Molybdenum disulfide is a stack of layers, each a sheet of molybdenum between two sheets of sulfur. Strong bonds hold a layer together, and only weak forces act from one layer to the next. An engineer who wants to model it as a transistor channel must choose a density functional for three purposes: the shape of the crystal, its energy and its band gap. The table compares five functionals on the same atoms.

Single-point calculations with Ansatz 0.2.0 (scalar-relativistic DFT, plane waves, PAW) on the same six-atom MoS₂ cell, without spin polarization or dispersion correction, with a 6×6×2 k mesh and Gaussian smearing of 0.1 eV. Energies are at zero smearing, relative to the elements' standard forms in the same functional; stress is positive in compression.

| functional | wave cutoff | energy over elements (eV/atom) | stress xx (GPa) | stress zz (GPa) | largest force (eV/Å) |
| --- | --- | --- | --- | --- | --- |
| LDA | 420 eV | -0.976 | -7.560 | -6.540 | 0.586 |
| PBE | 420 eV | -0.890 | -0.670 | -0.250 | 0.088 |
| PBEsol | 420 eV | -0.958 | -5.210 | -3.910 | 0.398 |
| r2SCAN | 500 eV | -0.974 | -1.430 | -2.520 | 0.250 |
| HSE06 | 420 eV | -0.954 | -5.060 | -4.800 | 0.610 |

Stress is positive in compression, so a negative value is a tension: the cell as a whole pulls inwards along that direction. The directions $xx$ and $yy$ lie in the plane of the layers, and $zz$ runs along the stack. The largest force is the one on each sulfur atom, and it points along the stack. The energy over elements is that of the compound less that of its elements, so a more negative value means a more stable compound.

**(a) HSE06 shows a tension of 4.8 GPa along the stack, and PBE almost none. Does HSE06 bind the layers to each other more strongly?**

*Solution.* A uniform stretch along the stack does two things at once. It widens the space between the layers, and it lifts every sulfur atom away from its molybdenum sheet. The stress $\sigma_{zz}$ contains the resistance to both, and the force on sulfur allows them to be separated.

A line of hydrogen molecules shows the same thing in a simpler form. If every distance along the line is scaled up, the stiff bonds stretch along with the soft gaps, and a bond that is already too long dominates the tension. The likeness holds only along the line. In MoS₂ a shift of the sulfur atoms also changes the tension sideways, which matters in part (b).

Let $h$ be the height of a sulfur atom above its molybdenum sheet, $F$ the force that pulls it towards that sheet, and $V$ the volume of the cell. A small stretch $\varepsilon$ lifts the atom by $h\varepsilon$ and costs the energy $Fh\varepsilon$. With four sulfur atoms in the cell,

$$\sigma_{zz}=\sigma_{\text{between}}-\frac{4Fh}{V},$$

where $\sigma_{\text{between}}$ is the stress that would remain if the layers moved as rigid slabs.

The height follows from the Mo–S distance and the edge $a$ of the cell: $h=\sqrt{2.417^2-3.1922^2/3}=1.56$ Å. The volume is $6\times19.68=118.1$ Å³. Since 1 eV/Å³ equals 160.2 GPa, each eV/Å of force contributes 8.5 GPa of tension.

For HSE06 the force of 0.610 eV/Å thus accounts for 5.2 GPa of tension. That is slightly more than the whole 4.8 GPa, and the 0.4 GPa left over is a weak push between the layers, too small to be read as an effect. The comparison with PBE is just as clear: of the 4.55 GPa by which the two functionals differ, 4.43 GPa arise inside the layers. HSE06 pulls the sulfur sheets towards the molybdenum, and it does not pull one layer towards the next.

This conclusion depends on the direction of the force, which is the same in all five calculations. If it pointed away from molybdenum, HSE06 would need a pull of about 10 GPa between the layers. The stiffness across the layers is roughly 50 GPa (a recalled value), and such weak forces fade after a stretch of a few per cent, so they can sustain a tension of the order of 1 GPa. The force must therefore point inwards.

A straight line through $\sigma_{zz}$ against the force supports this. A least-squares fit to every row except LDA, HSE06 included, has a slope of $-8.6\pm1.7$ GPa per eV/Å, where geometry alone gives $-8.5$. With four points the sign is secure, but the close match of the two numbers should not be pressed. LDA was left out because it is known to give layers a spurious attraction that is not dispersion, and it does lie 1.5 GPa below the line.

LDA is thus the only functional here with a distinct pull between the layers, 1.6 GPa by the formula above. A real crystal stretched in this way would also pull together, but through dispersion, the attraction between charge fluctuations in neighbouring layers. None of the five calculations contains a dispersion correction. LDA gets the direction right through an error in how it treats the thin, overlapping edges of the electron density. Exact exchange gives HSE06 no help, because dispersion belongs to correlation.

**(b) PBE leaves the smallest stress and the smallest force. Is it therefore the best choice for the shape of the crystal?**

*Solution.* A small stress shows at most that the chosen cell lies near the functional's own minimum. Along the soft stack it does not show even that, because weak forces between the layers give little stress over a wide range of spacings. This cell is roughly 1% wider and 9% taller than the measured crystal (recalled values). A faithful functional should want to shrink it. PBE's in-plane tension of only 0.7 GPa means that PBE would leave the layers slightly too wide, and its lack of any pull between them would leave the stack too tall.

The order of LDA, PBEsol and PBE follows from how each treats an uneven electron density. When bonds lengthen, the density between the atoms thins out and becomes more uneven. LDA takes no account of such gradients. PBE contains a term that lowers the exchange energy where gradients are large, so it favours longer bonds, and PBEsol contains a weaker version of that term. The in-plane tension accordingly falls from 7.6 GPa in LDA through 5.2 GPa in PBEsol to 0.7 GPa in PBE.

The strength of the exchange term gives the order but not the exact spacing. Its coefficient in PBEsol is a little over half that in PBE, which would put PBEsol about 55% of the way from LDA to PBE. The in-plane stress puts it at 34%. The two functionals also differ in their correlation terms, which may explain the gap, though the present numbers cannot test this.

HSE06 replaces part of PBE's exchange by exact exchange, and the force on sulfur rises from 0.09 to 0.61 eV/Å. A possible reason is that PBE spreads the filled orbitals too widely. Exact exchange draws them in, so that neighbouring atoms repel each other less and can move closer. The table cannot test this. The stress of HSE06 was converged only loosely, but a force of this size also shows that this functional wants thinner layers.

r2SCAN is the one functional whose tension is larger along the stack than in the plane, 2.5 against 1.4 GPa. The split of part (a) shows where most of the larger value arises: 2.1 GPa of it come from the sulfur height. Why r2SCAN objects more to the thickness of the layer than to its width, these numbers do not show. Like the others, r2SCAN would first flatten the layer.

The in-plane stresses do not yet rank the functionals by their final cell width. Once the sulfur atoms move inwards, the layer tends to spread sideways and part of the tension disappears. Silicon would be easier to judge. There symmetry holds every atom in place, no internal force can arise, and the pressure reports on the bonds directly.

For practical work the forces matter more than their order. If a structure is to count as relaxed only when forces are below about 0.01 eV/Å, even PBE exceeds the limit ninefold. The sulfur sheets would move by some hundredths of an ångström in the rows with the largest forces. Vibrations should therefore be computed only after the atoms have been relaxed with the same functional.

**(c) Which functional should be used for the energy and the gap, and is the extra cost justified?**

*Solution.* The energies over the elements span 0.086 eV per atom. For one MoS₂ unit of three atoms that is $3\times0.086=0.26$ eV, or 25 kJ/mol. A reaction energy is often wanted to about 4 kJ/mol, so the choice of functional can decide whether a growth reaction is predicted to run.

The table does not single out a best functional for that purpose. LDA and r2SCAN differ by only 0.002 eV per atom, while relaxing the strained cell could lower the energy of some rows by an amount of the order of 0.01 eV per atom. HSE06 does not settle the matter either, since hybrid functionals are known to describe metals poorly and metallic molybdenum is one of the reference elements. For reaction energies it is safer to relax every substance with a dispersion correction, which solid sulfur needs as well, and to take the spread between functionals as a rough measure of the uncertainty. An error that all of them share does not show in that spread.

The gap shows a much clearer step. The band energies of the same calculations give an indirect gap between 1.18 eV (LDA) and 1.28 eV (r2SCAN) for the four functionals without exact exchange. HSE06 gives 1.69 eV. Semilocal functionals place the empty states too close to the filled ones, because their potential jumps little or not at all when an electron is added across the gap. Exact exchange lowers the filled states relative to the empty ones and so recovers part of the missing gap.

For a transistor channel this step is large. The density of thermally created carriers varies as $\exp(-E_g/2k_BT)$, where $E_g$ is the gap. The difference between HSE06 and PBE is 0.49 eV, and at 300 K the factor is $\exp(0.486/0.0517)\approx10^4$. The predicted number of carriers in a pure, undoped channel would thus change by four powers of ten with the functional alone.

The value of 1.69 eV should still not be compared directly with a measured gap. The layers are too far apart, the mesh is coarse, and spin–orbit coupling is left out. That coupling splits the valence band at the corner K of the Brillouin zone, and so changes the direct gap there, but it hardly acts at the centre Γ, where the top of the valence band lies in these calculations. The width of the layer matters too: a stretch of 1% shifts the gap by roughly 0.1 eV (a recalled value), as much as the whole spread among the four cheaper functionals. A good gap therefore needs a good geometry first.

The costs can be estimated by counting. LDA, PBE and PBEsol are about equally cheap. The r2SCAN calculation used a higher cutoff and so carries $(500/420)^{1.5}=1.3$ times as many plane waves, besides a more complex functional. In HSE06 each orbital exchanges with 26 filled bands at 72 mesh points, which makes 1872 pairs before symmetry reduces them. The total time grows by less than that number, but a factor of tens or more should be expected.

This suggests dividing the work. Relax the cell and the atoms with PBE, PBEsol or r2SCAN and add a dispersion correction, which costs almost nothing and supplies the pull between the layers. Then run HSE06 once on the relaxed structure, with a denser mesh, to obtain the gap, and include spin–orbit coupling if the direct gap at K is wanted. Relaxing with HSE06 alone would multiply the cost at every step and still leave the layers without the force that holds them together.
